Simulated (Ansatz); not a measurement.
AsAu: pressure against volume scale

Periodic Kohn-Sham DFT of a crystal at fixed atoms, scaled to volume_scale times the given cell; pressure positive in compression, energy less spherical unpolarised free atoms, largest_vzz the field gradient of largest size among the nuclei. The results are calculated, by Ansatz 0.2.0.

The cell before it is scaled or strained (space group F-43m, No. 216):
```
CELL_PARAMETERS angstrom
0.00000 2.92030 2.92030
2.92030 0.00000 2.92030
2.92030 2.92030 0.00000
ATOMIC_POSITIONS crystal
Au 0.00000 0.00000 0.00000
As 0.25000 0.25000 0.25000
```

Settings of every row: method frozen-core PAW; functional PBE; relativity scalar; k mesh 11x11x11; filling fermi-dirac; smearing width 0.08 eV; wave cutoff 420 eV; paw set soft_2.

Atom start moment: 0 on all atoms.

Limits: no spin-orbit coupling on heavy atoms; the cell comes from a prototype or a list of computed structures and needn't be the stable phase.

| row | volume scale | V (Å³/atom) | pressure (GPa) |
| --- | --- | --- | --- |
| 1 | 0.9405 | 23.423 | 5.167 |
| 2 | 0.98 | 24.407 | 1.501 |
| 3 | 1 | 24.904 | -0.031 |
| 4 | 1.02 | 25.403 | ? |
| 5 | 1.06 | 26.399 | -3.582 |

Question: what pressure should row 4 give?

Worked fit of pressure. Take u = (V_r/V)^(2/3) − 1 with V_r = 24.655 Å³ an atom, which is twice the finite (Eulerian) strain; such expansions in the strain, on which the Birch-Murnaghan equation of state is built, carry the rest volume and the bulk modulus. The shown rows have u = 0.03476, 0.00676, -0.00668, -0.04454. Least squares give pressure = 0.7124 + 114.233 × u + 400.1 × u² GPa; a straight line predicts inner rows, each left out in turn, worse (root mean square 0.41 against 0.0039 GPa). The rows lie off it by 0.000, -0.002, 0.002, 0.000. The pressure vanishes at u = -0.0064, or V = 24.89 Å³ an atom, and there the bulk modulus at fixed shape and fractions is B = −V dP/dV = (2/3)(1 + u) dP/du = 72.3 GPa. The withheld row has u = -0.01973, so the fit gives 0.7124 + 114.233 × (-0.01973) + 400.1 × (-0.01973)² = -1.386 GPa.

The calculation gave -1.375 GPa. The fit lies 0.011 GPa (0.13 % of the column's range) below it; its largest miss of a shown row is 0.002 GPa.
